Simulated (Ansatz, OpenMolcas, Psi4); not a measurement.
**C2H6Ga (SMILES C[Ga]C): the energy, rung by rung**

The species is C2H6Ga (9 atoms), meant as a doublet with charge 0. As SMILES, `C[Ga]C`. The coordinates come from a PBE0-D4/def2-TZVP relaxation.

```xyz
9

C    -1.2466    1.1630    0.1753
Ga    0.4566    0.3856    0.8730
C     1.2739   -1.1396   -0.1260
H    -2.0143    0.3825    0.1775
H    -1.0925    1.4797   -0.8611
H    -1.6027    2.0113    0.7582
H     2.2020   -1.4968    0.3182
H     1.4694   -0.8220   -1.1553
H     0.5541   -1.9637   -0.1597
```

Each level gives the energy change with the C3–H7 bond stretched from 1.089 to 2.396 Å (eV). The values are calculated.

```csv
level,kind,program,value (eV),CPU time (all runs)
UHF/6-31G* (spherical functions),Hartree–Fock,Ansatz,3.72,9.2 s
U-r2SCAN/6-31G* (spherical functions),meta-GGA,OpenMolcas,4.31,2.1 min
UB3LYP/6-31G* (spherical functions),global hybrid,Psi4,4.47,42 s
U-wB97X-V/6-31G* (spherical functions),range-separated hybrid,Psi4,5.23,5.6 min
U-wB97X/6-31G* (spherical functions),range-separated hybrid,Ansatz,4.68,3.4 min
UMP2/6-31G* (spherical functions),perturbation theory,Ansatz,4.46,12 s
UMP3/6-31G* (spherical functions),perturbation theory,Psi4,4.82,11 s
"UOMP2/6-31G* (density fitting for correlation, spherical functions)",perturbation theory,Psi4,4.82,45 s
```

All-electron rows without a relativistic Hamiltonian named are non-relativistic. The first shape isn't each level's own minimum. The values span 3.72 to 5.23 eV. Spin contamination of the reference (⟨S²⟩ at least 0.1 too high) touches UHF/6-31G*, U-r2SCAN/6-31G*, UB3LYP/6-31G*, U-wB97X/6-31G*, UMP2/6-31G*. In the correlated wave-function rows the outer d shell of Ga is correlated, in sets not made for it. CPU times are rough (shared hosts, several kinds of processor): they show what a rung costs within a factor of a few.

Stretching the C–H bond costs least in Hartree–Fock, at 3.72 eV, and more at every other level. This is the expected direction: the electron pair of the intact bond has a large correlation energy, much of which is lost as the electrons separate, and Hartree–Fock omits it.

The stretch also creates a demanding spin problem. The unpaired electron sits largely on gallium, and the breaking bond adds one electron on carbon and one on hydrogen, leaving three weakly coupled spins in an overall doublet. Carbon and gallium can pair only through a weak π interaction, so several self-consistent solutions may lie close together.

That probably explains why the closely related U-wB97X and U-wB97X-V differ as much as 4.68 and 5.23 eV: only the former shows a spin-contaminated, broken-symmetry solution. The same suspicion applies to the step from UMP2 to UMP3, which therefore can't be read as convergence of the perturbation series, nor does the agreement of UMP3 with UOMP2 establish a reference value. None of these energies is a bond dissociation energy, since the stretch stops short of separated fragments.
